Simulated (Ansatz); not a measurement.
# Ba₂O: energy above lowest point and pressure against volume per atom

Equation of state of a cubic crystal from periodic Kohn-Sham density functional theory without spin; pressure corrected for the finite basis. The results are calculated, by Ansatz 0.2.0 development build.

Cell of the first row (space group Fm-3m, No. 225):
```
cell vectors (Å)
   0.0000     3.3474     3.3474
   3.3474     0.0000     3.3474
   3.3474     3.3474     0.0000
atoms (fractions of the cell vectors)
Ba  0.25000  0.25000  0.25000
Ba  0.75000  0.75000  0.75000
O   0.00000  0.00000  0.00000
```

Settings of every row: formula Ba2O; structure type antifluorite; functional PBE; spin treatment none; k mesh 10x10x10; occupation method fermi-dirac; occupation width 0.061225619 eV; wave cutoff 420 eV; datasets soft-1 PAW; density cutoff ratio 4.

Limits: a cubic model structure, not a phase known at ambient conditions; modest k-mesh, values are not fully converged in k; some atoms lie unusually close (a squeezed, shaken or made-up cell); no spin-orbit coupling, which can matter with elements this heavy.

| row | volume per atom (Å³) | energy above lowest point (meV/atom) | pressure (GPa) |
| --- | --- | --- | --- |
| 1 | 25.006 | 12.3 | 2.598 |
| 2 | 25.538 | 5.29 | 1.637 |
| 3 | 26.07 | 1.31 | 0.782 |
| 4 | 26.602 | 0 | 0.024 |
| 5 | 27.134 | 1.06 | -0.65 |
| 6 | 27.666 | 4.23 | -1.25 |
| 7 | 28.198 | ? | ? |

Question: what energy above lowest point and pressure should row 7 give?

Worked fit of energy above lowest point. Take u = (V_r/V)^(2/3) − 1 with V_r = 26.336 Å³ an atom, which is twice the finite (Eulerian) strain; such expansions in the strain, on which the Birch-Murnaghan equation of state is built, carry the rest volume and the bulk modulus. The shown rows have u = 0.03515, 0.02072, 0.00679, -0.00668, -0.0197, -0.03231. Least squares give energy above lowest point = 0.339 + 96.27 × u + 6818.9 × u² + 3487 × u³ meV/atom; a parabola predicts inner rows, each left out in turn, worse (root mean square 0.043 against 0.0041 meV/atom). All shown rows lie on it to the printed digit. Its lowest point lies at u = -0.0071, or V = 26.62 Å³ an atom, and the curvature there gives the bulk modulus at fixed shape and fractions, B = (4/9)(1 + u)² E″(u)/V = 35.6 GPa. The withheld row has u = -0.04452, so the fit gives 0.339 + 96.27 × (-0.04452) + 6818.9 × (-0.04452)² + 3487 × (-0.04452)³ = 9.26 meV/atom.

The calculation gave 9.29 meV/atom. The fit lies 0.03 meV/atom (0.24 % of the column's range) below it; its largest miss of a shown row is 0.00 meV/atom. This row lies beyond the range of the fit.

Worked fit of pressure. Take u = (V_r/V)^(2/3) − 1 with V_r = 26.336 Å³ an atom, which is twice the finite (Eulerian) strain; such expansions in the strain, on which the Birch-Murnaghan equation of state is built, carry the rest volume and the bulk modulus. The shown rows have u = 0.03515, 0.02072, 0.00679, -0.00668, -0.0197, -0.03231. Least squares give pressure = 0.3922 + 56.309 × u + 176.38 × u² + 203 × u³ GPa; a parabola predicts inner rows, each left out in turn, worse (root mean square 0.0027 against 0.001 GPa). The rows lie off it by 0.000, 0.001, -0.001, 0.000, 0.000, 0.000. The pressure vanishes at u = -0.0071, or V = 26.62 Å³ an atom, and there the bulk modulus at fixed shape and fractions is B = −V dP/dV = (2/3)(1 + u) dP/du = 35.6 GPa. The withheld row has u = -0.04452, so the fit gives 0.3922 + 56.309 × (-0.04452) + 176.38 × (-0.04452)² + 203 × (-0.04452)³ = -1.783 GPa.

The calculation gave -1.784 GPa. The fit lies 0.001 GPa (0.023 % of the column's range) above it, one unit of the last digit. This row lies beyond the range of the fit.
